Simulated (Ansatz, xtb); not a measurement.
**Ligand exchange: CH3Na + C2H9NSi → NaNH2 + C3H10Si**

Gas-phase species: CH3Na `[CH3][Na]`, singlet; C2H9NSi `CC[SiH2]N`, singlet; NaNH2 `[NH2][Na]`, singlet; C3H10Si `CC[SiH2]C`, singlet. The partners trade CH3 for NH2: Na–CH3 and Si–NH2 bonds give way to Na–NH2 and Si–CH3.

Shapes, held fixed at every level: PBE0-D4/def2-TZVP. Flexible molecules stand in one conformer, not always the lowest. Programs: Ansatz 0.2.0, xtb 6.7.1. The zero-point and thermal change to 298 K, harmonic and unscaled (PBE0-D4/def2-TZVP), is +0.4 kJ/mol.

Question: Estimate ΔH(298 K) of this reaction.

Answer: The highest level, CCSD(T)/def2-TZVPP, gives ΔH(298 K) = -4.6 kJ/mol; the levels span -148.7 to +2.2. They disagree on the sign: 1 of 9 are positive. GFN0-xTB strays far from the other rows. The column of differences is taken from that level and isn't an error. No measured value is set beside it here. Outer-core shells of Na are correlated, in sets that cover them unevenly.

```csv
level,kind,ΔH(298 K) (kJ/mol),less CCSD(T)/def2-TZVPP
GFN0-xTB,semi-empirical,-148.7,-144.1
HF/def2-TZVPP,Hartree–Fock,-1.5,+3.1
SPW92/def2-TZVPP,LDA,+2.2,+6.8
r2SCAN-D4/def2-TZVPP,meta-GGA,-8.9,-4.3
r2SCAN0-D4/def2-TZVPP,global hybrid,-7.6,-3.0
wB97M-V/def2-TZVPP,range-separated hybrid,-2.4,+2.2
CCSD(T)/def2-SVP,coupled cluster or CI,-8.8,-4.2
CCSD/def2-TZVPP,coupled cluster or CI,-5.0,-0.4
CCSD(T)/def2-TZVPP,coupled cluster or CI,-4.6,0.0
```

The exchange is close to thermoneutral, with a slight preference for sodium amide and the alkylsilane at the coupled-cluster levels. Both sodium and silicon are electropositive and bind nitrogen more strongly than carbon, so the reaction sets one preference against the other. Nitrogen better stabilises the negative charge in the strongly ionic bond to sodium, but the silane gives up a strong, polar Si–N bond for a less polar Si–C bond. The small net enthalpy suggests that these contributions nearly cancel.

Perturbative triples barely alter the result, whereas going from def2-SVP to def2-TZVPP moves CCSD(T) from -8.8 to -4.6 kJ/mol. The remaining basis-set error therefore probably matters more than the triples correction, and a weakly exothermic reaction is better supported than any precise value. The strong driving force given by GFN0-xTB has no support from the other levels, and probably reflects an unbalanced treatment of the ionic sodium bonds. Aggregation and solvation of the sodium compounds could easily shift so fine a balance in the condensed phase.
